In cubic boron nitride every boron atom holds four nitrogen atoms at the corners of a tetrahedron, and every nitrogen atom holds four boron atoms. When the cell is squeezed or stretched evenly, symmetry fixes all the angles, and only the length of the B–N bond can change. It is tempting to treat such a crystal as a net of ideal springs, each with one rest length and one stiffness. This is the approximation behind many quick estimates of how a crystal resists compression. Springs that only stretch can't resist a shear that changes the angles alone, so the picture is at its best under even squeezing, and there the table puts it to the test.

Cubic boron nitride (F-43m) at nine volumes, calculated with Ansatz 0.2.0 using the PBE functional, scalar-relativistic frozen-core PAW (set soft_2), no spin polarisation, a 420 eV plane-wave cutoff, a 13×13×13 k mesh and Fermi–Dirac smearing of 0.03 eV. The atoms are held fixed in each cell, and pressure is positive in compression.

```tsv
volume (Å³/atom)	shortest distance (Å)	pressure (GPa)
5.551	1.533	29.514
5.669	1.544	19.846
5.787	1.555	11.040
5.846	1.560	6.943
5.905	1.565	3.025
5.964	1.571	-0.709
6.023	1.576	-4.277
6.141	1.586	-10.931
6.260	1.596	-16.998
```

The volume is counted per atom, and the shortest distance is the B–N bond length. A positive pressure means that the crystal pushes outwards on whatever confines it; a negative one means that it is held stretched and pulls inwards. The crystal stays an insulator with the same number of filled bands at all nine volumes, so one bond law may fairly be asked of every row.

**(a) Plotted against volume, the pressure follows a curve and not a straight line. Does this already show that the bonds are not ideal springs?**

*Solution.* Picture a crystal whose springs are perfect. The volume grows as the cube of the bond length, so a given step in volume changes the bonds more in a small cell than in a large one. The force of each bond is also spread over a smaller area when the cell is small. Both effects make the pressure rise faster on compression, although no spring has changed its stiffness.

To separate this geometry from the bond itself, the pressure must be turned into a force. Let $d$ be the bond length, $V$ the volume per atom, $P$ the pressure and $f$ the force with which one bond pushes its two atoms apart. There are two bonds per atom, since each atom has four and shares each with a neighbour. If every bond lengthens by a small amount $\mathrm{d}d$, the bonds of one atom do the work $2f\,\mathrm{d}d$, which must equal $P\,\mathrm{d}V$. Because $V$ is proportional to $d^3$, $\mathrm{d}V = 3V\,\mathrm{d}d/d$, and therefore

$$f = \frac{3PV}{2d}, \qquad P = \frac{2fd}{3V}.$$

This step shares the whole energy change of the crystal among its bonds, whatever its origin. An ideal spring has $f = k\,(d_0 - d)$, with a constant stiffness $k$ and a rest length $d_0$.

The curve alone is thus no proof of failure. Between the first two rows the pressure changes 1.59 times as steeply with volume as between the last two, but ideal springs would already give a ratio of 1.22. The geometry accounts for part of the bend, and the rest has to come from the bonds.

**(b) Take the spring from the two rows at 5.846 and 5.964 Å³ per atom, and predict the pressure at the smallest volume. How can one tell from the numbers that the ideal spring fails, and not merely that its constants were badly chosen?**

*Solution.* In the two chosen rows the bond force is 0.2436 and −0.0252 eV/Å. The bond lengths, worked out from the volumes, are 1.5601 and 1.5705 Å. The force thus drops by 0.2688 eV/Å over 0.0104 Å, which gives a stiffness of about 25.8 eV/Å². The second row is still pulling slightly, so its bonds are about 0.001 Å too long, and the rest length is 1.5696 Å.

At 5.551 Å³ per atom the bond length is 1.5334 Å, so each spring is shortened by 0.0362 Å and pushes with

$$f = 25.8 \times 0.0362 \approx 0.93\ \text{eV/Å}.$$

The formula for the pressure then gives

$$P = \frac{2 \times 0.93 \times 1.5334}{3 \times 5.551} \approx 0.17\ \text{eV/Å}^3,$$

which is 27.5 GPa when all digits are carried. The calculation gave 29.5 GPa in this row, which had no part in setting the spring. The ideal spring falls short by about 7 % of the computed pressure.

One miss could be blamed on a poor choice of stiffness, so the other end of the table must be consulted. At the largest volume the spring predicts −18.6 GPa, where the calculation gave −17.0 GPa. The real crystal therefore pushes harder than the spring when squeezed, and pulls more weakly when stretched. A stiffer spring would mend the first fault and worsen the second, while a softer one would do the reverse.

A different rest length offers no escape either. A longer one would raise the predicted pressure at both ends, but it would raise it in the middle as well, where the spring already agrees with the calculation. The mark of a failing spring is therefore a pattern: agreement in the middle and misses of the same sign at both ends. Another choice of the two constants only moves the miss about: a spring brought closer at both ends gives too much pressure in the middle.

The pattern is easily overlooked in a narrow range. One step outside the chosen pair, at 5.787 and 6.023 Å³ per atom, the spring misses by only about 0.15 GPa. Pressures worked out from energy differences agree with the tabulated ones only to about 0.12 GPa, so a check by energies alone could hardly reveal such a miss. The tabulated pressures run smoothly enough to show it, but it is small beside the misses at the two ends. Good agreement near the rest length is thus no licence to use the same spring under strong compression.

**(c) What is wrong with the ideal spring, and why does the fault show on both sides of the rest length?**

*Solution.* Consider first what happens when the bonds are pulled very long. An ideal spring would pull ever harder, but two atoms far apart no longer hold each other. The pull of a real bond must therefore reach a greatest value and then fade. At that greatest value the stiffness is zero, so it has to decline somewhere on the way there.

Now consider the opposite limit, in which the atoms are pressed closely together. The electrons are confined to less room, and electrons of equal spin in neighbouring bonds and cores must keep to mutually orthogonal states; both effects raise the kinetic energy. As the distance shrinks, this cost is expected to grow faster than the electrostatic attraction that forms the bond. No special law is needed: an energy of the simple form $A/d^2 - B/d$ already stiffens on compression. The push must then rise faster than in proportion to the shortening, and the stiffness grows.

These two limits call for a bond that is stiffer when short and softer when long. They do not say whether the change is already felt within a few per cent of the rest length. The numbers settle this point: the stiffness between neighbouring rows falls at every step of expansion, from 29.46 eV/Å² at the compressed end to 22.55 eV/Å² at the stretched end. The ideal spring replaces this steady decline by a single value from the middle, which is too soft on one side and too stiff on the other.

This also completes the answer to part (a). The stiffness of the bonds differs by a factor of 1.31 between the two ends, and the geometry of ideal springs supplies a factor of 1.22. Their product is close to the ratio of 1.59 found for the slopes of the pressure. The bend of the pressure curve is thus shared between the cube law of the volume and the changing bond, with the bond contributing somewhat more.

That the stiffness changes is a result of the calculation; that the kinetic energy drives the change is an argument from theory. The energy terms of the same calculation fit the argument only in part. From 5.669 to 6.141 Å³ per atom the smooth part of the kinetic energy falls by 4.8 eV per cell, as it should when electrons gain room. The total energy changes by only 0.02 eV, since other large terms offset this fall and the two rows lie on opposite sides of the energy minimum. Two rows give no curvature, so these terms can't show which of them makes the stiffness. The virial theorem points the way: for electrons and nuclei scaled evenly, the kinetic energy of the cell is three times pressure times cell volume less the total energy. With a stiffness that falls as fast as it does here, the kinetic energy is then expected to supply the stiffness and the potential energy to take part of it back. With frozen cores and a density functional this holds only approximately.

For practical use, the direction of the error matters more than its exact size. A stiffness measured near the rest length underrates the pressure needed for a strong compression and overrates the tension needed for a strong stretch. Here both the spring and the pressures it is tested against rest on the same density functional and on atoms held still, so the misfit belongs to the spring. The runs list a correction of the stress for the finite plane-wave basis of about 1 GPa, but it changes by only 0.03 GPa between 5.669 and 6.141 Å³ per atom, far too little to bend the curve. The rest length itself does depend on these choices, and heat and zero-point motion would shift it in a real crystal.

The output below gives the bond force, the stiffness and the spring's prediction row by row.

Numerical output:

```
Bond force and ideal spring (slope and stiffness are from the row before to this row):
    row  force_eV_per_A  spring_GPa  spring_less_computed_GPa  slope_GPa_per_A3  stiffness_eV_per_A2
  5.551               1       27.49                    -2.021               n/a                  n/a
  5.669          0.6821       19.02                   -0.8287             81.86                29.46
  5.787          0.3847       10.89                   -0.1541             74.56                27.93
  5.846          0.2436       6.943                -6.395e-14             69.38                26.78
  5.905          0.1068       3.079                   0.05377             66.35                26.12
  5.964        -0.02521      -0.709                -6.306e-14             63.23                25.39
  6.023         -0.1531      -4.422                   -0.1455             60.42                24.75
  6.141         -0.3963      -11.63                   -0.7039             56.34                23.77
   6.26         -0.6241      -18.57                    -1.576             51.37                22.55
Stiffness of the ideal spring, eV/Å²: 25.76
Bond length at zero pressure, Å: 1.57
Cubic edge at zero pressure, Å: 3.625
Slope of pressure against volume, first step over last step, computed: 1.594
The same ratio for the ideal spring: 1.221
Bond stiffness, first step over last step, computed: 1.306
Spring pressure too small at the smallest volume, % of computed: 6.848
Spring tension too large at the largest volume, % of computed: 9.273
Largest gap between pressure from energy differences and mean pressure of neighbours, GPa: 0.1152
Change of the smooth kinetic term from 5.669 to 6.141 Å³/atom, eV per cell: -4.759
Change of the total energy over the same range, eV per cell: -0.02073
Change of the Pulay correction over the same range, GPa: -0.0318
```
